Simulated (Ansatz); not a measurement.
# A series in volume per atom on C2O3

Results calculated with Ansatz 0.2.0 development build, not measured. Equation of state of a cubic crystal from periodic Kohn-Sham density functional theory without spin; pressure corrected for the finite basis.

Cell of the first row (space group Pn-3m, No. 224):
```
C2O3
1.0
      4.2992     0.0000     0.0000
      0.0000     4.2992     0.0000
      0.0000     0.0000     4.2992
C O
4 6
Direct
  0.25000 0.25000 0.25000
  0.75000 0.75000 0.25000
  0.75000 0.25000 0.75000
  0.25000 0.75000 0.75000
  0.50000 0.00000 0.00000
  0.00000 0.50000 0.00000
  0.00000 0.00000 0.50000
  0.50000 0.50000 0.00000
  0.50000 0.00000 0.50000
  0.00000 0.50000 0.50000
```

Settings of every row: formula C2O3; structure type cubic X2O3; functional PBE; spin treatment none; k mesh 9x9x9; occupation method fermi-dirac; occupation width 0.061225619 eV; wave cutoff 420 eV; datasets soft-1 PAW; density cutoff ratio 4.

Limits: a cubic model structure, not a phase known at ambient conditions; modest k-mesh, values are not fully converged in k.

```
row  volume per atom (Å³)  pressure (GPa)  energy above lowest point (meV/atom)
  1                 7.946          10.604                                 16.04
  2                 8.115           6.728                                  6.94
  3                 8.284           3.224                                   1.7
  4                 8.453               ?                                     ?
  5                 8.622          -2.795                                  1.47
  6                 8.791           -5.36                                   5.8
  7                  8.96          -7.657                                 12.68
```

Question: what pressure should row 4 give?

Worked fit of pressure. Take u = (V_r/V)^(2/3) − 1 with V_r = 8.453 Å³ an atom, which is twice the finite (Eulerian) strain; such expansions in the strain, on which the Birch-Murnaghan equation of state is built, carry the rest volume and the bulk modulus. The shown rows have u = 0.0421, 0.02758, 0.01355, -0.01311, -0.0258, -0.03809. Least squares give pressure = 0.0582 + 225.356 × u + 597.51 × u² GPa; a straight line predicts inner rows, each left out in turn, worse (root mean square 0.36 against 0.0028 GPa). The rows lie off it by -0.001, 0.000, 0.003, -0.001, -0.002, 0.002. The pressure vanishes at u = -0.0003, or V = 8.456 Å³ an atom, and there the bulk modulus at fixed shape and fractions is B = −V dP/dV = (2/3)(1 + u) dP/du = 150 GPa. The withheld row has u = 0, so the fit gives 0.0582 + 225.356 × (0) + 597.51 × (0)² = 0.058 GPa.

The calculation gave 0.059 GPa. The fit lies 0.001 GPa (1.7 % of the value, 0.0055 % of the column's range) below it, one unit of the last digit.

The other values of row 4: energy above lowest point 0 meV/atom.
